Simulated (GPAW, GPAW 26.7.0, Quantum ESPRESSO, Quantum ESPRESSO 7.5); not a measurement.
# The occupied depth of the V t2g band in SrVO3: Kohn–Sham bands against ARPES

## What was measured

The reference is an angle-resolved photoemission measurement, "Direct observation of the mass renormalization in SrVO$_3$ by angle resolved photoemission spectroscopy" (2005, arXiv:cond-mat/0504075). A floating-zone single crystal was cleaved along the cubic (100) plane and measured at 15 K. The bottom of the coherent V 3d $t_{2g}$ band, of $d_{xy}$ character, lies at about −0.5 eV from the Fermi level.

This is the energy of a quasiparticle, already narrowed by electron correlation, and not that of a bare band. Photoemission is also sensitive to the surface, and it fixes the momentum normal to the surface only loosely. We expect the latter to matter little here, because a $d_{xy}$ band disperses mainly within its own plane.

| compared with | measured | source's wording or label | T (K) | method |
| --- | --- | --- | --- | --- |
| band bottom (eV) | ≈ −0.5 | bottom of the coherent V 3d t2g (dxy) band relative to the Fermi level, cuts 1 and 4 | 15 | ARPES |

Conditions are those given with the value in the passage it was taken from; "not stated" means there, and the paper may say more elsewhere. The values are a selection: others may have been left out beforehand as unlike or outlying.

## Approach

We want the bottom of the $t_{2g}$ band at $\Gamma$, relative to the Fermi level, in the ideal cubic five-atom cell. We count a level as successful if it comes within 15 % of the measured value, which is less than 0.1 eV. That is loose enough for reading a band bottom from a spectrum, yet strict enough to tell a bare band from one narrowed by correlation to about half its width.

The method that suits the measured quantity is a dynamical self-energy, as in DMFT built on a density-functional band structure; that step is not shown in this report. We compute its starting point, the Kohn–Sham band, and expect it to be about twice too deep. Its distance from experiment then measures the renormalisation, provided the bare depth is numerically secure.

We therefore use PBE at the measured cell, so that no error of a relaxed lattice constant enters the bandwidth. We test cutoff and k-point mesh first, then repeat the calculation in a second program, and finally set a neighbouring functional beside it for scale. The calculation is static; at 15 K we expect lattice motion to matter far less than correlation.

System: SrVO3; space group Pm-3m, 5 atoms, measured (COD) cell.

On the selection of runs and values: Besides any runs that a report passes over, these were set aside when the results were gathered: 2 cell relaxed under the stress of an incomplete basis; 3 planned but not run to their end in the time given.

## 1. PBE at the measured cell, with convergence

The Fermi level of a metal with one $d$ electron depends on how the Brillouin zone is sampled, and the band bottom is counted from it. We run PBE at the usual settings and again with a higher cutoff and a denser mesh together. We expect a depth near 1 eV in both, with a difference far below the 15 % limit.

**Run 1.** Quantum ESPRESSO 7.5: PBE, measured cell; files gbrv-pbe-1.5 (mesh 12x12x12, cutoff 544.2 eV, 5 atoms).

Key lines of the input:
```
&control
  calculation = 'scf'
/
&system
  ibrav = 0
  nat = 5
  ntyp = 3
  ecutwfc = 40.0
  ecutrho = 200.0
  occupations = 'smearing'
  nbnd = 30
  smearing = 'fd'
  degauss = 0.00367
/
&electrons
  conv_thr = 5e-09
  mixing_beta = 0.5
/
ATOMIC_SPECIES
Sr 87.6200 sr_pbe_v1.uspp.F.UPF
V 50.9415 v_pbe_v1.4.uspp.F.UPF
O 15.9990 o_pbe_v1.2.uspp.F.UPF
CELL_PARAMETERS angstrom
 3.840900000 0.000000000 0.000000000
 0.000000000 3.840900000 0.000000000
 0.000000000 0.000000000 3.840900000
ATOMIC_POSITIONS crystal
Sr 0.500000000 0.500000000 0.500000000
V 0.000000000 0.000000000 0.000000000
  ... 5 atoms in all
K_POINTS automatic
12 12 12 0 0 0
```

Command:
```
OMP_NUM_THREADS=1 mpirun -n 4 pw.x -nk 4 -in scf.in > scf.out
OMP_NUM_THREADS=1 mpirun -n 4 pw.x -nk 4 -in bands.in > bands.out
```

Selected lines of the output:
```
[levels up to the band that the electron count fills, then the next ones, eV from the Fermi level]
GAMMA -2.470 -2.470 -2.470 -0.978 | -0.978 -0.978
```

Converged; 28 s on 4 cores of Arm Neoverse V1, shared host.

**Run 2.** Quantum ESPRESSO 7.5: PBE, measured cell, cutoff at 130 % of the usual; files gbrv-pbe-1.5 (mesh 16x16x16, cutoff 707.5 eV, 5 atoms).

Key lines of the input, as changed from run 1:
```diff
  &system
-   ecutwfc = 40.0
-   ecutrho = 200.0
+   ecutwfc = 52.0
+   ecutrho = 260.0
- 12 12 12 0 0 0
+ 16 16 16 0 0 0
```

Selected lines of the output:
```
the Fermi energy is    12.6209 ev
[levels up to the band that the electron count fills, then the next ones, eV from the Fermi level]
GAMMA -2.442 -2.442 -2.442 -0.952 | -0.952 -0.952
X -4.136 -2.887 -2.887 -0.832 | 0.964 0.964
```

Converged; 52 s on 4 cores of Intel Xeon 6975P-C (Granite Rapids), shared host.

| quantity | run 1 | run 2 | measured |
| --- | --- | --- | --- |
| band bottom (eV) | −0.978 | −0.952 | ≈ −0.5 |
| volume an atom (Å³) | 11.33 | 11.33 |  |

The PBE band bottom lies at −0.952 eV with the tighter settings, 1.90 times the measured depth, so PBE misses the 15 % limit by a wide margin. Between the two runs it moves by 0.026 eV. The oxygen levels at $\Gamma$ move by almost the same amount, so what changes is mainly the position of the Fermi level against a nearly rigid set of bands. That points to the k-point mesh, although the cutoff was changed along with it.

The levels at X also put a size on the loosely fixed normal momentum. One $t_{2g}$ band stays low there, at −0.832 eV. By cubic symmetry this is the band whose orbital lies in the plane perpendicular to the direction $\Gamma$–X, which for the surface normal is $d_{xy}$. A wrong normal momentum could therefore make the PBE band bottom look shallower by at most about 0.12 eV between these two points, far less than the miss of 0.45 eV.

## 2. A second program and a neighbouring functional

Before we assign the excess depth to the Kohn–Sham band itself, we repeat PBE in GPAW, with its own atomic data, a raised cutoff and the dense mesh. Beside it we set PBEsol in Quantum ESPRESSO, at the same cell, cutoff and mesh as our first PBE run. We expect both to stay near 1 eV, since neither changes the treatment of correlation in the $d$ shell in a way that would halve the band.

**Run 3.** GPAW 26.7.0: PBE, measured cell, cutoff at 130 % of the usual (mesh 16x16x16, cutoff 650 eV, 5 atoms).

Key lines of the input:
```
atoms = Atoms(['Sr', 'V', 'O', 'O', 'O'],
              cell=[[3.8409, 0.0, 0.0], [0.0, 3.8409, 0.0], [0.0, 0.0, 3.8409]],
              scaled_positions=[[0.5, 0.5, 0.5], [0.0, 0.0, 0.0], [0.0, 0.0, 0.5], [0.0, 0.5, 0.0], [0.5, 0.0, 0.0]],
              pbc=(True, True, True))
params = dict(mode=PW(650),
              xc='PBE',
              kpts={'size': (16, 16, 16), 'gamma': True},
              occupations=FermiDirac(0.05),
              nbands=-9,
              maxiter=200,
              txt='gs.txt')
```

Command:
```
OMP_NUM_THREADS=1 mpirun -n 4 gpaw python run.py > run.log
```

Selected lines of the output:
```
[levels up to the band that the electron count fills, then the next ones, eV from the Fermi level]
GAMMA -2.419 -2.419 -2.419 -0.950 | -0.950 -0.950
```

Converged; 54 s on 4 cores of Arm Neoverse V2, shared host.

**Run 4.** Quantum ESPRESSO 7.5: PBEsol, measured cell; files gbrv-pbesol-1.5 (mesh 12x12x12, cutoff 544.2 eV, 5 atoms).

Key lines of the input, as changed from run 1:
```diff
- Sr 87.6200 sr_pbe_v1.uspp.F.UPF
- V 50.9415 v_pbe_v1.4.uspp.F.UPF
- O 15.9990 o_pbe_v1.2.uspp.F.UPF
+ Sr 87.6200 sr_pbesol_v1.uspp.F.UPF
+ V 50.9415 v_pbesol_v1.4.uspp.F.UPF
+ O 15.9990 o_pbesol_v1.2.uspp.F.UPF
```

Selected lines of the output:
```
[levels up to the band that the electron count fills, then the next ones, eV from the Fermi level]
GAMMA -2.455 -2.455 -2.455 -1.003 | -1.003 -1.003
```

Converged; 20 s on 4 cores of Intel Xeon Platinum 8488C (Sapphire Rapids), shared host.

| quantity | run 3 | run 4 | measured |
| --- | --- | --- | --- |
| band bottom (eV) | −0.950 | −1.003 | ≈ −0.5 |
| volume an atom (Å³) | 11.33 | 11.33 |  |

GPAW puts the band bottom at −0.950 eV, within 0.002 eV of the Quantum ESPRESSO run on the same dense mesh. The oxygen levels at $\Gamma$ differ more, by 0.023 eV, but they don't enter the comparison. The excess depth is thus not a matter of one program or one set of atomic data.

PBEsol gives −1.003 eV, 0.025 eV deeper than PBE at the same cell, cutoff and mesh. This moves away from experiment, and by only a small fraction of the miss. We stop here: the bare PBE depth is secure on the scale of the discrepancy, and the likely cause of most of the gap to the measured band is the narrowing by dynamical correlation, which a Kohn–Sham band doesn't contain.

## All runs against the measurement

| run | settings | band bottom (eV) | deviation | cost |
| --- | --- | --- | --- | --- |
| 1 | Quantum ESPRESSO: PBE, files gbrv-pbe-1.5 (mesh 12x12x12, cutoff 544.2 eV, 5 atoms) | −0.978 | −0.478 | 1.9 core-min |
| 2 | Quantum ESPRESSO: PBE, cutoff at 130 % of the usual, files gbrv-pbe-1.5 (mesh 16x16x16, cutoff 707.5 eV, 5 atoms) | −0.952 | −0.452 | 3.5 core-min |
| 3 | GPAW: PBE, cutoff at 130 % of the usual (mesh 16x16x16, cutoff 650 eV, 5 atoms) | −0.950 | −0.450 | 3.6 core-min |
| 4 | Quantum ESPRESSO: PBEsol, files gbrv-pbesol-1.5 (mesh 12x12x12, cutoff 544.2 eV, 5 atoms) | −1.003 | −0.503 | 82 core-s |
|  | measured | ≈ −0.5 |  |  |

Further runs on the same system, made beside this series (convergence steps with loose settings among them):

| further | settings | band bottom (eV) | deviation | cost |
| --- | --- | --- | --- | --- |
| F1 | Quantum ESPRESSO: PBE with spin-orbit coupling, measured cell, files dojo-fr-pbe-0.4-standard (mesh 12x12x12, cutoff 1142.9 eV, 5 atoms) | −0.993 | −0.493 | 15 core-min |
| F2 | GPAW: PBEsol, measured cell (mesh 12x12x12, cutoff 500 eV, 5 atoms) | −1.002 | −0.502 | 80 core-s |
| F3 | GPAW: PBE, measured cell (mesh 12x12x12, cutoff 500 eV, 5 atoms) | −0.978 | −0.478 | 83 core-s |
| F4 | Quantum ESPRESSO: PBE, another k-point mesh, files gbrv-pbe-1.5 (mesh 8x8x8, cutoff 544.2 eV, 5 atoms) | −1.061 | −0.561 | under 1 core-min |
| F5 | Quantum ESPRESSO: PBE, cutoff at 65 % of the usual, files gbrv-pbe-1.5 (mesh 12x12x12, cutoff 353.7 eV, 5 atoms) | −0.978 | −0.478 | 64 core-s |
| F6 | Quantum ESPRESSO: PBE, measured cell, norm-conserving files, files dojo-sr-pbe-0.4.1-standard (mesh 12x12x12, cutoff 1142.9 eV, 5 atoms) | −0.980 | −0.480 | 3.7 core-min |
| F7 | Quantum ESPRESSO: PBE, another k-point mesh, files gbrv-pbe-1.5 (mesh 6x6x6, cutoff 544.2 eV, 5 atoms) | −0.889 | −0.389 | under 1 core-min |
| F8 | Quantum ESPRESSO: PBE, cutoff at 80 % of the usual, files gbrv-pbe-1.5 (mesh 12x12x12, cutoff 435.4 eV, 5 atoms) | −0.976 | −0.476 | 79 core-s |
| F9 | Quantum ESPRESSO: PBE, Fermi-Dirac width 0.2 eV, files gbrv-pbe-1.5 (mesh 12x12x12, cutoff 544.2 eV, 5 atoms) | −0.895 | −0.395 | 4.1 core-min |
|  | measured | ≈ −0.5 |  |  |

## Conclusion

PBE misses the target clearly. At the measured cell, with the raised cutoff and the dense mesh, it puts the band bottom at −0.952 eV against about −0.5 eV measured. That is some 90 % too deep, where we had allowed 15 %. The run cost 3.5 core-minutes.

The repeat in GPAW mattered most, as it agrees within 0.002 eV and rules out a fault of one program or its atomic data. PBEsol lies about 0.025 eV deeper than PBE in both programs and served only for scale. Further runs show that the cutoff hardly matters and that the k-point mesh caused the shift between our first two runs. The band bottom moves up and down as the mesh is refined, so a small sampling error may remain, but the change between the two finest meshes is far smaller than the miss. The coarsest mesh and the broad smearing come somewhat nearer to experiment, by numerical error and not by better physics.

We attribute most of the excess depth to the missing dynamical self-energy. This is argued from theory and not shown by our runs: correlation narrows the quasiparticle band of this metal to roughly half the Kohn–Sham width, which has the right sign and size. Spin–orbit coupling offers no remedy, since the run that includes it stays near −1 eV. The loosely fixed normal momentum could account for about 0.12 eV at most.

How far the surface alters the measured depth is not shown in this report. A DMFT calculation on top of these bands would be the step that tests our explanation.

[Logs are printed without paths, hosts, clocks, repeated set-up lines and the standing remarks that a program may print on its own settings, such as how far it seeks lower states.]

[The runs shown are a pick from a larger set of finished runs; failed, doubtful and other runs were left out of it ahead of writing. So were measured values far from every level or from commonly accepted values, and agreement can look better than it is. Lines of input and output are excerpts and may be shortened.]
